Student: Take a graphene sheet stretched equally along x and y. If I change one thing, the strain, the grips, one material parameter or the sign of the load, which way does the localisation threshold move, and how far? I also doubt that the grips do not matter.

Lecturer: Conventions first. The reference is the current, stressed state. Stress σ and moduli are in N/m, referred to current lengths and areas, tension is positive, and the lattice is static. For a displacement u with gradient u_i,j the Lagrangian strain is η_jl = ½(u_j,l + u_l,j + u_k,j u_k,l), where j and l run over the plane and k over all three directions. The energy per current area is W = σ_jl η_jl + ½ C_ijkl η_ij η_kl, and C_ijkl has in-plane indices only. The part of W linear in u is a divergence. The quadratic part is W₂ = ½(C_ijkl + δ_ik σ_jl) u_i,j u_k,l. A wave u = w f(n·x − vt), with unit vectors w and n, then obeys

ρv² w_i = (C_ijkl + δ_ik σ_jl) n_j n_l w_k.

The matrix acting on w is the acoustic tensor, and its lowest eigenvalue over all n is

Λ = min over w, n of (C_ijkl w_i n_j w_k n_l + σ_jl n_j n_l).

Λ ≥ 0 is the Legendre–Hadamard condition, and Λ > 0 is strong ellipticity. At Λ = 0 the gradient can jump by a multiple of w_i n_j across a line with normal n with no jump in traction. That is a band: a shear band if w ⊥ n, an opening band if w ∥ n.

Student: And for graphene?

Lecturer: Equibiaxial stretch λ keeps the sixfold axis, so σ_jl = σδ_jl and C is isotropic in the plane, provided C includes the relaxation of one sublattice against the other. Let J = 2 ln λ be the logarithm of the area ratio and E_d the traceless part of the logarithmic strain. Take the energy per unstrained area as

ψ = ψ₀(J) + μ(J) E_d:E_d.

On top of an isotropic stretch, logarithmic strains add, and the increment is e = η − η² to second order, so tr e = tr η − η:η. Divide by the area ratio exp(J), define G = μ exp(−J), and collect terms: σ = ψ₀′ exp(−J), C66 = G − σ and C12 = ψ₀″ exp(−J) − G. The tangent area modulus is K = dσ/dJ = ψ₀″ exp(−J) − σ = C12 + C66. For w in the plane at angle θ to n the quadratic form is K cos²θ + G, and for w out of the plane only σ is left. The three eigenvalues are

Λ_T = G (w ⊥ n, in plane), Λ_L = K + G (w ∥ n), Λ_Z = σ (flexural).

None depends on n. In this setting Λ = 0 fixes how w lies relative to n and leaves the band direction open; the lattice picks it through terms beyond second order. The mass density does not appear either, so a change of mass alone shifts the speeds and not the threshold.

For numbers take ψ₀ = (K₀/α²)[1 − (1 + αJ) exp(−αJ)] and μ = μ₀ − μ₁ exp(βJ), which give

σ = K₀ J exp(−(1 + α)J), K = K₀[1 − (1 + α)J] exp(−(1 + α)J).

The inputs are K₀ = 220 N/m, α = 1.5, μ₀ = 172 N/m, μ₁ = 27 N/m, β = 5.3 and an unstrained density ρ₀ = 7.6 × 10⁻⁷ kg/m². They are approximate, chosen to reproduce the typical stiffness and softening of graphene, so every number that follows is the model's. Unstrained, Λ_T = 145 N/m, Λ_L = 365 N/m and Λ_Z = 0, and the Young modulus Y = 4KG/(K + G) is 350 N/m.

First change: raise the strain λ − 1 from zero to 10 per cent. Predict.

Student: Bonds soften, so Λ_T and Λ_L fall, and Λ_Z rises because tension stiffens a drumhead. The slopes at J = 0 are dG/dJ = −μ₁β − G = −288.1 N/m and dK/dJ = −2(1 + α)K₀ = −1100 N/m, so dΛ_L/dJ = −1388.1 N/m. With J = 0.1906 I get Λ_T ≈ 90 and Λ_L ≈ 100 N/m. The straight lines reach zero at J = 0.263 for L and 0.503 for T. So the sheet opens before it shears.

Lecturer: Your signs are right and your order is wrong. K is convex here and flattens, while μ bends down ever faster. At 10 per cent the formulas give σ = 26.0, K = 71.5, Λ_T = 80.9 and Λ_L = 152.4 N/m. Since ρ = ρ₀ exp(−J), each speed is the square root of its eigenvalue times exp(J)/ρ₀: v_T goes from 13.8 to 11.3 km/s, v_L from 21.9 to 15.6 km/s, and v_Z from zero to 6.4 km/s. For the order use Λ_L − Λ_T = K. The longitudinal branch lies above the transverse one until the true stress peaks, at J = 1/(1 + α) = 0.400, a strain of 22.1 per cent, where σ = 32.4 N/m. The transverse branch vanishes at

J_c = ln(μ₀/μ₁)/β = 0.349,

a strain of 19.1 per cent, with σ = 32.1 N/m and K = 11.6 N/m still positive. The model shears before its stress maximum. That is the baseline.

Student: The stress is about 32 N/m against moduli of hundreds. Can I drop σ_jl n_j n_l and watch C66 alone?

Lecturer: Not near a threshold, where the modulus itself goes to zero. Tension adds a positive term, so dropping it puts the threshold too early. For the size, μ falls near J_c with slope βμ₀ = 911.6 N/m, and C66 = 0 needs μ = ψ₀′, which is 45.5 N/m at J_c. The estimated shift is ΔJ ≈ −0.050. The root of G = σ is J = 0.297, a shift of −0.053, at a strain of 16.0 per cent and σ = 31.1 N/m. Nothing fails there. It is the strain at which Λ_T falls below Λ_Z, so that the soft polarisation turns from out of plane to in plane. You would also lose Λ_Z altogether.

Second change: the grips. Replace clamped edges by dead loads, forces of fixed size and direction on all four edges.

Student: Here is my objection. Stretch x and shrink y at fixed area. The sum of the two side lengths grows at second order, so dead loads do positive work and help the distortion. The sheet must fail earlier. Then the device matters.

Lecturer: It does fail earlier, and you can size it. The work of dead loads is linear in u, so W₂ must be positive for every homogeneous gradient H. For symmetric traceless H, W₂ = (C66 + σ/2) H:H = (G − σ/2) H:H. The condition G = σ/2 needs half the previous shift, ΔJ ≈ −0.025. The root is J = 0.324, a shift of −0.026, at a strain of 17.6 per cent and σ = 31.7 N/m. The pure dilatation has stiffness 2K + σ and survives until J = 1/(α + ½) = 0.500. Now take a tension that stays normal to the moving edge at fixed force per current length. Its work is σ times the change of area, whose second-order part is σ det H. Subtracting it from W₂ leaves ½K (tr H)² + G e_d:e_d, with e_d the symmetric traceless part of H. For in-plane motion that device holds the sheet while K and G are positive, here up to J_c. With clamped edges, extend u by zero outside the sheet and decompose it into plane waves: each has a gradient of the form w_i n_j, the total W₂ is positive if Λ > 0, and the threshold is again J_c.

Student: So the three devices do not share one threshold. What is independent of the device?

Lecturer: Λ is. It is built from the local state alone, and its response to a change of grips is exactly zero. Your mode has H = diag(1, −1), of rank two, and it moves the edges. A band has rank one, so det H = 0, and a wave packet of such gradients, long against the lattice spacing and short against the sample, can sit in the interior, where no device does work on it. Hence Λ ≥ 0 is necessary under every device, and it is not sufficient. A device can bring failure forward from Λ = 0 but cannot postpone it.

Third change: the shear softening. Raise β by 10 per cent to 5.83 at fixed μ₀ and μ₁, which leaves the unstrained moduli alone.

Student: J_c is proportional to 1/β, so it falls by 9.1 per cent, and I would expect the critical stress to fall as much.

Lecturer: Look at where you sit on the stress curve. There d ln σ/d ln J = 1 − (1 + α)J_c = 0.127, so the linear estimate is a fall of only 1.2 per cent, and the curvature of ln σ makes the true fall somewhat larger. Calculation gives J_c = 0.318, a strain of 17.2 per cent and σ = 31.6 N/m, a fall of 1.6 per cent. The critical strain is sensitive to β and the critical stress is not. Now lower β to 4.2.

Student: Then ln(μ₀/μ₁)/β = 0.441, a later shear band.

Lecturer: That lies beyond the stress peak, where K < 0 and Λ_L is the lower branch. At J = 0.400, Λ_L = G is positive, and at J = 0.441, Λ_L = K is negative, so the zero lies between the two and w has turned parallel to n. The root of K + G = 0 is J = 0.429, a strain of 23.9 per cent, with σ = 32.3 N/m and G = 5.5 N/m. The switch comes at β = (1 + α) ln(μ₀/μ₁) = 4.63. Above it the band is a shear band and below it an opening band. Below it the edge-normal tension also parts from Λ, since it loses hold at K = 0.

Fourth change: return to β = 5.3 and soften the area response, α from 1.5 to 1.7.

Student: α is absent from μ, so J_c stays at 0.349 as long as the peak, now at J = 0.370, comes later. The stress falls by the factor exp(−0.2 J_c), about 7 per cent, to 29.9 N/m. That is the mirror of β: stress responds and strain does not.

Lecturer: Correct, until α = 1/J_c − 1 = 1.86, where the polarisation switches and α begins to control the strain as well. Fifth change: reverse the sign, to a compression of 0.1 per cent.

Student: Compression stiffens the bonds. From my slopes, with J = −0.0020, Λ_T rises by 0.6 and Λ_L by 2.8 N/m. More stable.

Lecturer: You minimised over two polarisations out of three. Λ_Z = σ ≈ K₀J = −0.44 N/m, so Λ is negative for any compression of a free sheet. What resists is bending, which is of higher order in the wave vector q and lies outside Λ: ρω² = σq² + κq⁴. With a typical bending rigidity κ ≈ 1.4 eV, all waves with q below √(|σ|/κ) = 1.40 nm⁻¹ grow, which means wavelengths above 4.5 nm. A piece too small to hold such a wave, or one bound to a substrate, stays flat. Take that length as a static-lattice figure. The lowest-order thermal stiffening of a membrane is δκ/κ = 3k_BTY/(16πκ²q²), which is about 0.9 at this q and 300 K, so at room temperature only the order of magnitude survives. In tension the roles reverse: σq² dominates at long wavelength, and the flexural branch is safe.

Student: Then does real graphene shear at 19 per cent?

Lecturer: The model's long waves do. Λ sees only q → 0 on the acoustic branches. As typical knowledge and not a measurement, first-principles phonon calculations for equibiaxial graphene find a zone-boundary mode at the K point going soft near 15 per cent, so the model's 19.1 per cent overshoots the failure strain of the ideal crystal by roughly a quarter. At 15 per cent the model still has Λ_T = 40 N/m and gives no warning, while its stress, 30.6 N/m, is already within 5 per cent of the value at J_c.